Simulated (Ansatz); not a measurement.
## A series in volume per atom on ScB2

Periodic Kohn-Sham DFT of a crystal at fixed atoms; pressure and stress are positive in compression; the energy is the free energy less that of spherical unpolarised free atoms; site moments are those in the method's own spheres, positive along +z. The results are calculated, by Ansatz 0.2.0.

Cell of the first row (space group P6/mmm, No. 191):
```
cell vectors (Å)
   3.0857     0.0000     0.0000
  -1.5428     2.6723     0.0000
   0.0000     0.0000     3.4481
atoms (fractions of the cell vectors)
Sc  0.00000  0.00000  0.00000
B   0.33333  0.66667  0.50000
B   0.66667  0.33333  0.50000
```

Settings of every row: method all-electron LAPW; functional PBEsol; relativity scalar; k mesh 12x12x9; filling fermi-dirac; smearing width 0.03 eV; basis error target 1 meV/atom; nucleus gaussian.

Atom start moment: 0 on all atoms.

```
row  volume per atom (Å³)  pressure (GPa)  energy less free atoms (eV/atom)
  1                 9.478           7.881                            -7.256
  2                 9.881               ?                                 ?
  3                10.083          -4.861                           -7.2605
  4                10.183          -6.644                           -7.2569
  5                10.486         -11.501                           -7.2397
```

Question: what pressure and energy less free atoms should row 2 give?

Worked fit of pressure. Take u = (V_r/V)^(2/3) − 1 with V_r = 10.133 Å³ an atom, which is twice the finite (Eulerian) strain; such expansions in the strain, on which the Birch-Murnaghan equation of state is built, carry the rest volume and the bulk modulus. The shown rows have u = 0.04556, 0.0033, -0.00328, -0.02257. Least squares give pressure = −5.762 + 269.276 × u + 662.41 × u² GPa; a straight line predicts inner rows, each left out in turn, worse (root mean square 0.44 against 0.011 GPa). The rows lie off it by 0.000, 0.005, -0.006, 0.001 (root mean square 0.0039 GPa). The pressure vanishes at u = 0.0204, or V = 9.831 Å³ an atom, and there the bulk modulus at fixed shape and fractions is B = −V dP/dV = (2/3)(1 + u) dP/du = 202 GPa. Letting shape and atoms relax would as a rule lower it, by much in layered, chain or molecular crystals. The withheld row has u = 0.01693, so the fit gives −5.762 + 269.276 × (0.01693) + 662.41 × (0.01693)² = -1.013 GPa.

The calculation gave -1.025 GPa. The fit lies 0.012 GPa (1.2 % of the value, 0.062 % of the column's range) above it; its largest miss of a shown row is 0.006 GPa.

Worked fit of energy less free atoms. Take u = (V_r/V)^(2/3) − 1 with V_r = 10.133 Å³ an atom, which is twice the finite (Eulerian) strain; such expansions in the strain, on which the Birch-Murnaghan equation of state is built, carry the rest volume and the bulk modulus. The shown rows have u = 0.04556, 0.0033, -0.00328, -0.02257. Least squares give energy less free atoms = −7.25884 − 0.5464 × u + 13.362 × u² eV/atom; a straight line predicts inner rows, each left out in turn, worse (root mean square 0.0089 against 6.3e-06 eV/atom). All shown rows lie on it to the printed digit. Its lowest point lies at u = 0.0204, or V = 9.83 Å³ an atom, and the curvature there gives the bulk modulus at fixed shape and fractions, B = (4/9)(1 + u)² E″(u)/V = 202 GPa. Letting shape and atoms relax would as a rule lower it, by much in layered, chain or molecular crystals. The withheld row has u = 0.01693, so the fit gives −7.25884 − 0.5464 × (0.01693) + 13.362 × (0.01693)² = -7.2643 eV/atom.

The calculation gave -7.2643 eV/atom. The fit meets it to the printed digit.
